# Makov–Payne expansion for a charged cubic cell

A quantum Monte Carlo (QMC) calculation of an ion or a charged defect repeats the system on a lattice of period $L$ and cancels its net charge $q$ with a uniform background. The energy $E(L)$ then approaches the isolated value $E_\infty$ only as $1/L$. The expansion in powers of $1/L$ is due to Makov and Payne (1995). At each **Predict**, commit to an answer before reading on.

## 1. Premises and conventions

The derivation uses Gaussian atomic units: charges $q_1,q_2$ at distance $r$ have energy $q_1q_2/r$, and an electron has charge $-1$. For energies in eV and lengths in Å, multiply by $e^2/4\pi\epsilon_0 = 14.40$ eV Å.

1. The cell is simple cubic, $V=L^3$, with lattice vectors $\mathbf R=L\mathbf n$ and reciprocal vectors $\mathbf G=2\pi\mathbf m/L$, where $\mathbf n,\mathbf m$ are integer triples.
2. The charge density $\rho(\mathbf r)$ of one cell is real, signed (positive for positive charge), independent of $L$, and zero outside a sphere of radius $r_0<L/2$. Sections 6 and 7 relax this.
3. Its moments are $q=\int\rho\,d^3r$, $\mathbf p=\int\rho\,\mathbf r\,d^3r$ and $Q=\int\rho\,r^2\,d^3r$.
4. A rigid background of density $-q/V$ makes each cell neutral.
5. The potential is the periodic solution of Poisson's equation with zero cell average (the Ewald or conducting-boundary convention), so no surface term appears.

With $\rho(\mathbf k)=\int\rho\,e^{-i\mathbf k\cdot\mathbf r}d^3r$, the background cancels the $\mathbf G=0$ component of the periodic density and touches no other. The electrostatic energy per cell is

$$E(L)=\frac{2\pi}{V}\sum_{\mathbf G\neq0}\frac{|\rho(\mathbf G)|^2}{G^2}=\frac12\iint\rho(\mathbf r)\,\psi(\mathbf r-\mathbf r')\,\rho(\mathbf r')\,d^3r\,d^3r',\tag{1}$$

$$\psi(\mathbf r)=\frac{4\pi}{V}\sum_{\mathbf G\ne0}\frac{e^{i\mathbf G\cdot\mathbf r}}{G^2}.\tag{2}$$

The isolated energy $E_\infty$ is the same double integral with $1/|\mathbf r-\mathbf r'|$ in place of $\psi$. With $g(\mathbf r)=\psi(\mathbf r)-1/r$,

$$E(L)-E_\infty=\frac12\iint\rho(\mathbf r)\,g(\mathbf r-\mathbf r')\,\rho(\mathbf r')\,d^3r\,d^3r'.\tag{3}$$

Premise 2 gives $|\mathbf r-\mathbf r'|\le2r_0<L$, so only the behaviour of $g$ inside the sphere $r<L$ matters.

## 2. The equation obeyed by $g$

**Predict.** The periodic images lie outside the sphere $r<L$. Is $g$ harmonic inside it?

It is not, because the background fills the sphere. Apply $\nabla^2$ to (2) and use $V^{-1}\sum_{\mathbf G}e^{i\mathbf G\cdot\mathbf r}=\sum_{\mathbf R}\delta(\mathbf r-\mathbf R)$, where the left side includes $\mathbf G=0$:

$$\nabla^2\psi=-4\pi\sum_{\mathbf R}\delta(\mathbf r-\mathbf R)+\frac{4\pi}{V}.$$

Since $\nabla^2(1/r)=-4\pi\delta(\mathbf r)$, the source at the origin cancels in $g$, and $\nabla^2g=4\pi/V$ for $r<L$. Because $\nabla^2r^2=6$, a particular solution is $2\pi r^2/3V$. Thus $g=2\pi r^2/3V+u$ with $\nabla^2u=0$ in the open sphere $r<L$, where $u$ has a convergent expansion in harmonic polynomials of degree $l=0,1,2,\dots$

**Predict.** Which is the lowest $l>0$ that can appear in $u$?

The set of $\mathbf G$ is mapped onto itself by the 48 operations of the cube, so $\psi$, $g$ and each degree of $u$ separately are invariant under them. Inversion removes all odd $l$. Degree two has the form $\sum_{ab}T_{ab}x_ax_b$ with $\operatorname{tr}T=0$. The mirror $x\to-x$ and its partners remove the off-diagonal elements, the threefold axis that permutes $x,y,z$ makes the diagonal elements equal, and zero trace makes them vanish. In degree four the invariants are $x^4+y^4+z^4$ and $r^4$. Their Laplacians are $12r^2$ and $20r^2$, so the one harmonic combination is

$$K_4(\mathbf r)=x^4+y^4+z^4-\tfrac35r^4 .$$

Equation (2) also shows the scaling $\psi(\mathbf r;L)=L^{-1}\psi(\mathbf r/L;1)$, so a term of degree $l$ carries $L^{-l-1}$. Naming the pure numbers $-\alpha$ and $c_4$,

$$\psi(\mathbf r)=\frac1r-\frac{\alpha}{L}+\frac{2\pi}{3L^3}r^2+\frac{c_4}{L^5}K_4(\mathbf r)+O\!\left(\frac{r^6}{L^7}\right).\tag{4}$$

## 3. The constants $\alpha$ and $c_4$

For any $\eta>0$ write $1=e^{-G^2/4\eta^2}+(1-e^{-G^2/4\eta^2})$ in each term of (2). The function $4\pi(1-e^{-k^2/4\eta^2})/k^2$ is the Fourier transform of $\operatorname{erfc}(\eta r)/r$, and Poisson summation turns $V^{-1}\sum_{\mathbf G}$ over all $\mathbf G$ into the sum of that function over lattice sites.

**Predict.** The sum in (2) lacks $\mathbf G=0$. What has to be subtracted?

The limit of the transform at $k\to0$, which is $\pi/\eta^2$, divided by $V$:

$$\psi(\mathbf r)=\sum_{\mathbf R}\frac{\operatorname{erfc}(\eta|\mathbf r-\mathbf R|)}{|\mathbf r-\mathbf R|}+\frac{4\pi}{V}\sum_{\mathbf G\neq0}\frac{e^{-G^2/4\eta^2}}{G^2}e^{i\mathbf G\cdot\mathbf r}-\frac{\pi}{\eta^2V}.$$

Subtract $1/r$ and let $r\to0$. The $\mathbf R=0$ term gives $-\operatorname{erf}(\eta r)/r\to-2\eta/\sqrt\pi$, so

$$-\frac\alpha L=\sum_{\mathbf R\neq0}\frac{\operatorname{erfc}(\eta R)}{R}+\frac{4\pi}{V}\sum_{\mathbf G\neq0}\frac{e^{-G^2/4\eta^2}}{G^2}-\frac{2\eta}{\sqrt\pi}-\frac{\pi}{\eta^2V}.\tag{5}$$

The choice $\eta=\sqrt\pi/L$ makes the last two terms $-2/L$ and $-1/L$:

$$\alpha=3-\sum_{\mathbf n\neq0}\frac{\operatorname{erfc}(\sqrt\pi\,n)}{n}-\sum_{\mathbf m\neq0}\frac{e^{-\pi m^2}}{\pi m^2}=3-0.07653-0.08617=2.83730,$$

with $n=|\mathbf n|$, $m=|\mathbf m|$. Positive $\alpha$ means that the background, which penetrates the neighbourhood of the charge, lowers the potential there more than the images raise it.

For $c_4$, note that a uniform background contributes nothing to the $l=4$ part, which comes from the images alone. The Legendre expansion of $1/|\mathbf r-\mathbf R|$ has the degree-four term $r^4P_4(\cos\gamma)/R^5$, with $\gamma$ the angle between $\mathbf r$ and $\mathbf R$, and its lattice sum converges absolutely. On the $z$ axis $K_4=\frac25z^4$, so $\frac25c_4=\sum_{\mathbf n\ne0}P_4(n_z/n)/n^5$. The six nearest images give $2+4\cdot\frac38=3.5$, the full sum is $3.108$, and $c_4=7.77$.

## 4. The expansion

Insert (4) into (3). The constant gives $-\alpha q^2/2L$.

**Predict.** Express $\frac12\iint\rho\rho'\,|\mathbf r-\mathbf r'|^2$ through $q$, $\mathbf p$ and $Q$.

Expanding the square, $|\mathbf r-\mathbf r'|^2=r^2+r'^2-2\,\mathbf r\cdot\mathbf r'$, gives $\frac12(Qq+qQ-2p^2)=qQ-p^2$. Therefore

$$\boxed{E(L)=E_\infty-\frac{\alpha q^2}{2L}+\frac{2\pi\,(qQ-p^2)}{3L^3}+O(L^{-5})}\tag{6}$$

and the first omitted term is $(c_4/2L^5)\iint\rho\rho'K_4(\mathbf r-\mathbf r')$. The correction to be added to a computed energy is the negative of these terms, led by $+\alpha q^2/2L$.

$Q$ here is the trace of the second-moment tensor and not the traceless quadrupole. The traceless part would couple to an $l=2$ term in $u$, which cubic symmetry forbids.

**Predict.** For $q\neq0$ both $\mathbf p$ and $Q$ depend on the origin. Does (6)?

Moving the origin to $\mathbf a$ gives $\mathbf p'=\mathbf p-q\mathbf a$ and $Q'=Q-2\,\mathbf a\cdot\mathbf p+qa^2$. Then $qQ'=qQ-2q\,\mathbf a\cdot\mathbf p+q^2a^2$ and $p'^2=p^2-2q\,\mathbf a\cdot\mathbf p+q^2a^2$, so $qQ'-p'^2=qQ-p^2$. For $q\ne0$ the origin $\mathbf a=\mathbf p/q$ removes the dipole, and the term reads $2\pi qQ/3L^3$ with $Q$ taken about the centre of charge. For $q=0$ it reads $-2\pi p^2/3L^3$.

## 5. A test of the sign

The sign of the $L^{-3}$ term flips if $Q$ is built from the electron number density and not from the charge density, so an exact case is worth having. Take a Gaussian with $\rho(\mathbf k)=q\,e^{-k^2\sigma^2/2}$, for which $\mathbf p=0$ and $Q=3\sigma^2q$. Equation (1) becomes $E(L)=\frac{q^2}{2}\frac{4\pi}{V}\sum_{\mathbf G\neq0}e^{-G^2\sigma^2}/G^2$, which is the reciprocal sum of (5) at $\eta=1/2\sigma$:

$$E(L)=\frac{q^2}{2\sqrt\pi\,\sigma}-\frac{\alpha q^2}{2L}+\frac{2\pi q^2\sigma^2}{L^3}-\frac{q^2}{2}\sum_{\mathbf R\neq0}\frac{\operatorname{erfc}(R/2\sigma)}{R}.\tag{7}$$

The first term equals $\int\frac{d^3k}{(2\pi)^3}\frac{2\pi q^2}{k^2}e^{-k^2\sigma^2}=E_\infty$, and the third equals $2\pi qQ/3L^3$ with the plus sign of (6). No higher power of $1/L$ appears. For a spherical density the autocorrelation of $\rho$ is spherical, and a harmonic polynomial with $l>0$ averages to zero over a sphere. What remains is the overlap of the Gaussian tails, smaller than any power of $1/L$.

## 6. The many-electron form used in QMC

VMC and DMC evaluate the Ewald energy of point particles configuration by configuration. For charges $q_i$ at $\mathbf r_i$ (clamped nuclei and electrons) the infinite self-energies are the same in the periodic and the isolated system and are dropped, while each particle keeps $\frac12q_i^2g(0)$ from its own images and background:

$$\hat V_L=\sum_{i<j}q_iq_j\,\psi(\mathbf r_i-\mathbf r_j)-\frac{\alpha}{2L}\sum_iq_i^2 .$$

Each configuration is a density to which Section 4 applies. With $q=\sum_iq_i$, $\hat{\mathbf P}=\sum_iq_i\mathbf r_i$ and $\hat Q=\sum_iq_ir_i^2$,

$$\hat V_L-\hat V_\infty=-\frac{\alpha q^2}{2L}+\frac{2\pi}{3L^3}\left(q\hat Q-\hat P^2\right)+O(L^{-5}).$$

Assume a non-degenerate bound ground state, separated by a gap and decaying exponentially. Configurations that reach the cell boundary then have exponentially small weight. The constant shifts all states alike, and the $L^{-3}$ operator is a weak perturbation whose second-order effect, the relaxation of the wave function, is of order $L^{-6}$.

**Predict.** Is the first-order shift given by (6) with the moments of the mean density?

Only in part. $\langle\hat Q\rangle=Q$, but $\langle\hat P^2\rangle=p^2+\operatorname{var}\hat{\mathbf P}$, where the variance is summed over the three components:

$$E(L)=E_\infty-\frac{\alpha q^2}{2L}+\frac{2\pi}{3L^3}\left(qQ-p^2-\operatorname{var}\hat{\mathbf P}\right)+O(L^{-5}).\tag{8}$$

The images follow the instantaneous dipole of the cell, and the Ewald convention lowers the energy of that dipole. Equation (6) describes a calculation in which only the mean density feels $\psi$, such as density-functional theory with a semilocal functional. Equation (8) describes one in which every electron pair feels it. In VMC with a trial function held fixed as $L$ changes, (8) holds with averages over the trial function. In DMC with $L$-independent nodes it holds with pure averages over the fixed-node state, since first-order perturbation theory applies within the nodal pockets.

A one-electron ion of nuclear charge $Z$ checks the algebra. The only pair gives $q_1q_2r^2=-Zr^2$, and $\langle r^2\rangle=3/Z^2$, so the $L^{-3}$ term is $-2\pi/ZL^3$. In (8), $qQ=-3(Z-1)/Z^2$ and $\operatorname{var}\hat{\mathbf P}=3/Z^2$, whose difference is $-3/Z$, the same result. For hydrogen, $q=0$ and $\mathbf p=0$ make (6) vanish, while (8) gives $-2\pi/L^3$, which at $L=20$ bohr is $-0.785$ mhartree or $-21$ meV.

## 7. A charge in a dielectric

A defect sits in a polarisable host, and the polarisation it induces falls off as $1/r^2$, so premise 2 fails for the total charge. Replace it as follows: $\rho$ is the localised bare charge of the defect, and the host is a homogeneous isotropic insulator with linear response $\varepsilon(k)$, where $1/\varepsilon(k)=1/\varepsilon+bk^2+O(k^4)$. Local-field effects of the discrete lattice are left out. Each Fourier component of the potential is divided by $\varepsilon(k)$, and charging up linearly gives half of charge times potential:

$$E(L)=\frac{2\pi}{V}\sum_{\mathbf G\neq0}\frac{F(\mathbf G)}{G^2},\qquad F(\mathbf k)=\frac{|\rho(\mathbf k)|^2}{\varepsilon(k)},$$

with $E_\infty$ the same expression with $V^{-1}\sum_{\mathbf G}\to\int d^3k/(2\pi)^3$.

Expand $\rho(\mathbf k)=q-i\mathbf k\cdot\mathbf p-\frac12\sum_{ab}k_ak_bM_{ab}+\dots$ with $M_{ab}=\int\rho\,x_ax_b\,d^3r$ and $\operatorname{tr}M=Q$. Then $|\rho|^2=q^2+(\mathbf k\cdot\mathbf p)^2-q\sum k_ak_bM_{ab}+O(k^4)$. Odd orders are absent because $\rho(\mathbf r)$ is real. Averaging the quadratic terms over directions, $k_ak_b\to k^2\delta_{ab}/3$, gives $F=F_0+F_2k^2+\sum T_{ab}k_ak_b+O(k^4)$ with $T$ traceless and

$$F_0=\frac{q^2}{\varepsilon},\qquad F_2=q^2b-\frac{qQ-p^2}{3\varepsilon}.$$

Choose any small $\sigma$ and split

$$\frac{F}{k^2}=F_0\frac{e^{-\sigma^2k^2}}{k^2}+\frac{\sum T_{ab}k_ak_b}{k^2}e^{-\sigma^2k^2}+w(\mathbf k).$$

The first piece is the Gaussian of (7) with $q^2\to F_0$ and contributes $-\alpha F_0/2L+2\pi\sigma^2F_0/V$ to $E(L)-E_\infty$. The second vanishes in the integral over each sphere and, by the argument of Section 2, in the sum over each cubic star of $\mathbf G$. The third is continuous, with $w(0)=F_2+\sigma^2F_0$.

**Predict.** What does $w$ contribute to sum minus integral?

By Poisson summation, $V^{-1}\sum_{\text{all }\mathbf G}w$ equals the integral plus $\sum_{\mathbf R\ne0}\tilde w(\mathbf R)$, where $\tilde w$ is the real-space transform. The first non-analytic part of $w$ is an $l=4$ polynomial over $k^2$, homogeneous of degree two, so $\tilde w\sim R^{-5}$ and the image sum is $O(L^{-5})$. The omitted $\mathbf G=0$ term contributes $-2\pi w(0)/V$. The $\sigma^2$ terms cancel, and

$$E(L)=E_\infty-\frac{\alpha q^2}{2\varepsilon L}+\frac{2\pi}{L^3}\left[\frac{qQ-p^2}{3\varepsilon}-q^2b\right]+O(L^{-5}).\tag{9}$$

For $\varepsilon(k)=1$ this reproduces (6) by a second route. The leading term is divided by the macroscopic constant $\varepsilon$ and depends on nothing else in the host, because it arises from the $1/k^2$ singularity alone. The $L^{-3}$ term is not obtained by dividing by $\varepsilon$: it also contains the dispersion $b$ of the screening.

To give $b$ a scale, let a unit point charge draw a screening charge $-(1-1/\varepsilon)$ onto a shell of radius $r_s$. Then $1/\varepsilon(k)=1-(1-1/\varepsilon)\sin(kr_s)/kr_s$, and $\sin x/x=1-x^2/6+\dots$ gives $b=(1-1/\varepsilon)\,r_s^2/6$. This $b$ is positive and carries no factor $1/\varepsilon$, so in a strongly screening host it can exceed the $Q$ term. Its sign is not universal. The ionic part of the screening varies inversely with the squared longitudinal-optical frequency at wave vector $k$, and a branch that falls away from the zone centre can make that part stronger at finite $k$, which pushes $b$ down.

**Predict.** Which $\varepsilon$ belongs in (9) for a polar crystal?

The one that matches the degrees of freedom allowed to respond to the charge. If all ions in the cell are relaxed around the charged defect, it is the static constant $\varepsilon_0$. If the ions stay at bulk positions, only electrons screen and it is $\varepsilon_\infty$. In QMC the positions usually come from a density-functional relaxation, and the choice follows from what was relaxed there.

## 8. Range of validity

- **Cubic lattice.** In a cell of lower symmetry $u$ has an $l=2$ term, and the traceless quadrupole and the direction of $\mathbf p$ enter at order $L^{-3}$. Face- and body-centred cubic cells keep the form of (6) with $V$ in place of $L^3$ and their own $\alpha$.
- **Localised charge.** Strict support with $2r_0<L$ gives a convergent series. Exponential tails give an asymptotic series plus overlap terms as in (7). A shallow level or a carrier in a band has no $L$-independent $\rho$, and the expansion does not apply.
- **Ewald convention.** A different boundary at infinity adds a surface term in the dipole, and a modified electron–electron interaction that is $1/r$ at short range changes the fluctuation term of (8).
- **Isotropic, linear, insulating host** for (9). The $1/L$ term survives local fields and a nonlinear core region, which affect short wavelengths only. The coefficient of $L^{-3}$ is changed by both.
- **One potential reference.** A formation energy contains $q$ times an electron chemical potential taken from the bulk with the same zero-average convention. A separate potential-alignment term scales as $L^{-3}$ and overlaps with the bracket in (9), so the two must not be added blindly.
- **Host finite-size effects in QMC.** One-body shell effects need twist averaging. The dipole fluctuation of the host grows with $V$, so its contribution per cell is of order $L^0$ and cancels only between defect and bulk cells of equal size. The change of the fluctuation caused by the defect leaves a further $L^{-3}$ term that (9) does not contain.

## 9. Doubly charged oxygen vacancy in MgO

MgO, the usual tunnel barrier of magnetic memory cells, is a cubic insulator, and removing an O$^{2-}$ ion leaves $q=+2$ on a site of full cubic symmetry, so $\mathbf p=0$. The compiled measured values used are $\varepsilon_0=9.8$ (Hong 2013), $\varepsilon_\infty=2.96$ (Skone 2014) and a gap of 7.83 eV (Miglio 2020). The lattice constant is taken as the typical $a=4.21$ Å, and the cells have $L=2a,3a,4a$ with eight sites per conventional cube.

The leading coefficient is $\alpha q^2(14.40\text{ eV Å})/2=81.71$ eV Å in vacuum and $8.34$ eV Å after division by $\varepsilon_0$.

Two illustrative inputs set the scale of the $L^{-3}$ terms. The bare charge is minus that of the removed ion: $-8$ at the centre, which adds nothing to $Q$, and $+10$ spread like its electrons. An assumed mean $r^2$ of 0.6 Å$^2$ gives $Q=6\,e$ Å$^2$. For $r_s$ take the radius of a sphere with the volume per site, $a^3/8$, which is 1.31 Å and gives $b=0.257$ Å$^2$ with $\varepsilon_0$. The two parts of the $L^{-3}$ coefficient in (9) are then $+36.9$ and $-93.0$ eV Å$^3$, together $C=-56.1$ eV Å$^3$.

**Predict.** Does doubling $L$ from the 64-site cell bring the leading term below 0.1 eV?

Contributions to $E(L)-E_\infty$ in eV:

| sites | $L$ (Å) | $1/L$, vacuum | $1/L$, $\varepsilon_\infty$ | $1/L$, $\varepsilon_0$ | $Q$ term, $\varepsilon_0$ | $b$ term, $\varepsilon_0$ |
|---|---|---|---|---|---|---|
| 64 | 8.42 | $-9.70$ | $-3.28$ | $-0.99$ | $+0.06$ | $-0.16$ |
| 216 | 12.63 | $-6.47$ | $-2.19$ | $-0.66$ | $+0.02$ | $-0.05$ |
| 512 | 16.84 | $-4.85$ | $-1.64$ | $-0.50$ | $+0.01$ | $-0.02$ |

Doubling $L$ only halves the term. Reaching 0.1 eV for the relaxed vacancy would take $L\approx83$ Å, about 20 lattice constants. Using the wrong dielectric constant in the 64-site cell changes the correction by 2.3 eV. The neutral vacancy has no $1/L$ term, and the formation energy of the $2+$ state rises with slope 2 in the Fermi level, so the leading correction in the 64-site cell moves the $(2+/0)$ level by 0.5 eV towards the valence band, 6 per cent of the gap.

The neglected terms in the 64-site cell have these sizes. For $L^{-5}$, cubic site symmetry leaves only $c_4q\int\rho K_4\,d^3r/\varepsilon_0L^5$, since the other cross terms need $l=1,2,3$ moments. Even with the whole charge placed on the six neighbour sites at $a/2$, where $K_4=\frac25(a/2)^4$, this is 0.008 eV. The fluctuation term is larger. For a closed-shell determinant with no mean dipole, $\operatorname{var}\hat{\mathbf P}=\sum_i\langle i|r^2|i\rangle-\sum_{ij}|\langle i|\mathbf r|j\rangle|^2\le\sum_i\langle i|r^2|i\rangle$, which for the removed ion is the 6 Å$^2$ assumed above. Inserted unscreened into (8), it gives 0.30 eV, a generous scale that screening by the host would reduce. It rivals both $L^{-3}$ columns of the table, and since the sign of $b$ is also open, the $L^{-3}$ coefficient of a QMC calculation has to be fitted and cannot be taken from $Q/\varepsilon$.

**Predict.** Two QMC energies, from the 64- and 216-site cells, are extrapolated linearly in $1/L$. What does a term $C/L^3$ do to the intercept, and what happens to the statistical error?

The intercept is $(L_2E_2-L_1E_1)/(L_2-L_1)$. The $1/L$ term drops out, and $C/L^3$ leaves

$$\frac{C\,(L_2^{-2}-L_1^{-2})}{L_2-L_1}=-\frac{C\,(L_1+L_2)}{L_1^2L_2^2},$$

which is $+0.10$ eV for the model's $C$. For $L_2/L_1=3/2$ the weights of $E_2$ and $E_1$ are $3$ and $-2$, so equal independent error bars grow by $\sqrt{13}=3.6$. Fixing the $1/L$ coefficient from $\varepsilon$ leaves the two cells to determine $E_\infty$ and $C$.

The model's correction for the relaxed vacancy in the 64-site cell is $+0.99$ eV from the leading term and about $+1.1$ eV with its illustrative $L^{-3}$ terms. As typical knowledge and not as a measurement, atomistic correction schemes for such a cell give values within about a third of the point-charge term and often below it, so the model's 1.1 eV more likely lies high than low. The supported statement is a correction of roughly 1 eV with an $L^{-3}$ uncertainty of a few tenths of an eV, which shrinks as $L^{-3}$ while the leading term falls only to 0.66 eV at 216 sites.